**Anharmonicity of the group 1 and group 2 dimers**

The naive picture is that a weak bond is a soft bond, and that a small anharmonic constant means a nearly harmonic well. On that picture Be₂, made of two closed-shell atoms, vibrates more slowly than Li₂, and Cs₂ has the most parabolic curve of the series. The PBE results contradict both ideas, though the first contradiction does not survive measurement. In PBE, Be₂ has half the well depth of Li₂ and a force constant 1.61 times larger, an order that goes with the functional's overbinding of Be₂. The Cs₂ curve is less harmonic than the Li₂ curve once mass and size are removed.

PySCF 2.14.0, unrestricted PBE/def2-SVPD with fixed occupations and no spin-orbit coupling; singlet homonuclear dimers of groups 1 and 2, with scalar-relativistic core potentials where marked ECP. Constants come from Dunham fits to the bond curves for the main isotopes. D_e is relative to high-spin ground-configuration atoms, without counterpoise correction.

```csv
molecule,Z of the varied atom,valence electrons,relativity,r_e (Å),ω_e (cm⁻¹),ω_e x_e (cm⁻¹),B_e (cm⁻¹),α_e (cm⁻¹),D_e (eV),ω_e²/(4 ω_e x_e) (eV)
H2,1,2,non-relativistic,0.768,4275,110,56.77,2.67,4.45,5.14
Li2,3,2,non-relativistic,2.783,322,2.17,0.6206,0.00633,0.89,1.48
Be2,4,4,non-relativistic,2.450,360,7.94,0.6232,0.0159,0.45,0.51
Na2,11,2,non-relativistic,3.105,157,0.719,0.1521,0.000877,0.80,1.06
Ca2,20,4,non-relativistic,4.132,89,0.726,0.04940,0.000439,0.27,0.34
Rb2,37,2,ECP,4.289,54,0.0960,0.02159,5.13e-05,0.53,0.95
Sr2,38,4,ECP,4.568,50,0.324,0.01838,0.000123,0.20,0.24
Cs2,55,2,ECP,4.749,39,0.0585,0.01125,2.14e-05,0.48,0.82
```

Here r_e is the bond length, ω_e the harmonic frequency and ω_e x_e half the amount by which each vibrational spacing is smaller than the one below it. B_e is the rotational constant, α_e its fall per vibrational quantum, and D_e the well depth. The last column is the depth that a Morse curve with the computed ω_e and ω_e x_e would have. ECP marks a core potential on the atoms.

**Mass and length first**

A pendulum is a useful guide. Its frequency drops with amplitude because the well has a finite height, and at equal curvature a lower rim gives a faster drop. A heavy bob holds its first quanta near the bottom and feels little of the rim. The analogy stops at symmetry, since a pendulum well is even while a bond has a steep inner wall and a soft outer slope, and this skew produces α_e.

To separate mass from shape, write the curve in the relative stretch x = (r − r_e)/r_e. Perturbation theory of the vibrating rotor (the Dunham relations) then ties the coefficients to the columns:

V = a₀x²(1 + a₁x + a₂x²), a₀ = ω_e²/4B_e = k r_e²/2

ω_e x_e = (3/2) B_e (5a₁²/4 − a₂), α_e = −6B_e²(1 + a₁)/ω_e

B_e goes as 1/(μ r_e²), with μ the reduced mass, while a₀, a₁ and a₂ contain no mass; k is the force constant. So ω_e x_e is B_e times a pure shape number, ω_e x_e/B_e. In α_e the term in a₁ is the outward shift of the mean bond length in a skewed well, and the 1 is the opposite effect that averaging 1/r² has even in a parabola.

From Li₂ to Cs₂, ω_e x_e falls by a factor 37.1. Mass supplies 18.9 and the square of the bond length 2.91, while the shape contributes 0.67 and so works against the fall. Be₂ to Sr₂ splits in the same way. The split is an identity applied to the table, and it shows that the heavy dimers have small constants because their vibration samples a small part of the curve.

**Depth second**

Across a period B_e changes little and the shape decides. Be₂ and Li₂ have the same B_e to within half a percent, yet ω_e x_e is 3.66 times larger for Be₂. The skew −a₁, taken from α_e, lies near 2 for all four alkali dimers and runs from 3.46 to 4.03 for the three group 2 dimers.

The Morse curve turns the pendulum idea into a formula with no fitted parameter. Expanding V = D_e[1 − exp(−bx)]² gives a₀ = D_e b², a₁ = −b and a₂ = 7b²/12. Inserting these above yields ω_e x_e/B_e = b² = a₀/D_e. The shape number is therefore stiffness over depth, and a curve that must flatten at a low rim has to bend over early.

The table follows this rule in direction. The stiffness a₀ is 4.22 eV for Sr₂ and 4.19 eV for Rb₂, whereas the well of Sr₂ is only 0.38 as deep. For Be₂ against Li₂ the shallower well and a somewhat larger a₀ act together. The higher anharmonicity of group 2 thus goes mainly with the smaller D_e.

Molecular-orbital theory accounts for the depth. Two valence electrons fill the bonding σg orbital, while four fill σg and the antibonding σu, and the formal bond order is zero. Mixing with p orbitals takes some antibonding character from σu, but binding also needs electron correlation, since Hartree-Fock theory leaves Be₂ unbound. The Sr₂ run shows the mixing, with a p share of 0.12 in σu and a Mayer bond order of 0.84 near r_e; the orbitals of Be₂ and Ca₂ were not examined. A Lennard-Jones 12-6 contact would need −a₁ = 7, so these curves are much less skewed than that model of a closed-shell contact.

Within group 2 the depths carry a fault of the method. Rough recalled measurements put all three wells near 0.12 to 0.14 eV, so PBE overbinds Be₂ nearly fourfold and Sr₂ by about half. The steady fall of D_e from Be₂ to Sr₂ should not be read as chemistry. Mg₂, missing from the table, is bound more weakly still in experiment, so the real order is not steady. The stiffness suffers too. Measured Be₂ vibrates more slowly than Li₂, against the order in the table, so its larger a₀ is a PBE result, as is the near equality of a₀ in Sr₂ and Rb₂. The smaller depth of group 2 is found in experiment as well. The uncorrected basis superposition adds an error of unknown size to these shallow wells.

**How far Morse holds**

Taking b from ω_e x_e predicts α_e (the Pekeris relation). For Be₂, with nothing fitted:

b = √(7.94/0.6232) = √12.74 = 3.57

α_e = 6B_e²(b − 1)/ω_e = 6 × 0.6232² × 2.57/360 = 0.0166 cm⁻¹

This is 5 % above the tabulated value, and Ca₂ and Sr₂ do about as well. The alkali errors reach +18 % of the tabulated α_e, for Na₂. H₂ is worst at −34 %, largely through arithmetic: its b is the smallest of the series, and subtracting 1 magnifies a modest mismatch between b and −a₁.

The link to the depth is weaker. The last column exceeds D_e in every row, by 13 to 26 % of D_e in group 2 and by 32 to 79 % for the alkalis. D_e has two figures for the metals, which blurs these percentages by a few points and by most for Sr₂. The alkali curves are much more harmonic near r_e than their depth implies.

This completes the comparison across a period. The shape number of Sr₂ is 3.96 times that of Rb₂, of which stiffness over depth gives 2.67. The remaining 3.96/2.67 ≈ 1.5 is the extra departure of the alkali curve from the Morse form, and Be₂ against Li₂ leaves the same factor.

The computed energies far from r_e show the departure directly. At 1.55 r_e the Li₂ curve has climbed 0.69 of D_e, where a Morse curve of depth D_e has climbed 0.54. The deeper Morse curve of the last column reproduces this point, as it does for Cs₂, and it falls slightly short for Na₂. These curves rise as if aimed at a limit above the atoms.

For the alkalis such a limit exists. A spin-paired determinant pulled apart leaves each atom with half a valence electron of each spin, which in PBE lies above the spin-polarised atom that D_e refers to. Rb₂ shows the way out: it breaks spin symmetry at its two outermost points, far from r_e, and the last of them drops to 0.77 of D_e against 0.85 on the deeper Morse curve. That is one row, and the spin-paired outer points of the other alkalis may not be the lowest solutions. How much of the overshoot comes from this limit is untested. It cannot be all, because group 2 overshoots with closed-shell atoms, and the measured constants of Li₂ and Na₂ overshoot their measured depths as well. H₂, which has the same fault, overshoots by only 16 %.

**The irregular row**

Na₂ breaks the alkali sequence, with the smallest overshoot and a shape number of 4.73 that lies above the 4.45 of Rb₂. The overshoot singles out Na₂, but the shape number would rise steadily from Li₂ to Cs₂ without either Na₂ or Rb₂, so Rb₂ may be the odd one there. The cause stays open, and the neighbours are uneven references. PBE underbinds Li₂, giving about 0.8 of a rough recalled 1.1 eV, and too small a D_e inflates the Li₂ overshoot. Rb₂ and Cs₂ use core potentials where Na₂ is all-electron, and whether this matters is untested. Spin-orbit coupling is left out for Cs₂; its first order vanishes for the singlet and for the s¹ atoms, and higher orders remain outside this calculation.
